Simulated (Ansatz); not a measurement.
# Ligand exchange: SiH2(OH)(SiH3) + SnH2(CH3)(SiH3) → Si3H8O + SnH3(CH3)

Gas-phase species: SiH2(OH)(SiH3) (disilanol), singlet; SnH2(CH3)(SiH3), singlet; Si3H8O `[SiH3]O[SiH2][SiH3]`, singlet; SnH3(CH3), singlet. The partners trade H for SiH3: O–H and Sn–SiH3 bonds give way to O–SiH3 and Sn–H.

Shapes, held fixed at every level: PBE0-D4/def2-TZVP. Flexible molecules stand in one conformer, not always the lowest. Programs: Ansatz 0.2.0. Electronic energies: no zero-point or thermal term.

(1) Estimate ΔE of this reaction.

## Answers

(1) The highest level, CCSD(T)/def2-TZVPP, gives ΔE = -78.9 kJ/mol; the levels span -93.4 to -55.2. The column of differences is taken from that level and isn't an error. No measured value is set beside it here. For atoms past krypton def2 sets carry core potentials with scalar relativity. Outer-core shells of Sn are correlated, in sets that cover them unevenly.

```tsv
level	kind	ΔE (kJ/mol)	less CCSD(T)/def2-TZVPP
HF/def2-SVP	Hartree–Fock	-93.4	-14.5
PBE-D4/def2-TZVPP	GGA	-55.2	+23.7
r2SCAN-D4/def2-TZVPP	meta-GGA	-72.4	+6.5
BHLYP-D4/def2-TZVPP	global hybrid	-89.8	-10.9
PBE0-D4/def2-TZVPP	global hybrid	-63.3	+15.6
wB97X-V/def2-TZVPP	range-separated hybrid	-78.6	+0.3
B2PLYP/def2-TZVPP	double hybrid	-79.9	-1.0
CCSD(T)/def2-TZVPP	coupled cluster or CI	-78.9	0.0
```

Every level makes the exchange exothermic, so its direction is secure, while its size depends noticeably on the treatment of exchange and correlation. The driving force is most likely the move of silicon from tin to oxygen. A weak, nearly nonpolar Sn–Si bond, with diffuse and poorly overlapping tin orbitals, gives way to a strong, highly polar Si–O bond, which is further supported by donation from the oxygen lone pairs into σ* orbitals on silicon. This gain outweighs the cost of replacing a strong O–H bond with a weaker Sn–H bond.

Going from PBE to PBE0 makes the reaction more exothermic, from -55.2 to -63.3 kJ/mol, but exact exchange alone doesn't order the functionals: r2SCAN, which has none, gives -72.4. The close agreement of wB97X-V and B2PLYP with CCSD(T) may partly reflect cancellation between the bonds exchanged, and doesn't establish equal accuracy for each bond separately. A favourable reaction energy also says nothing about the barrier to exchange.
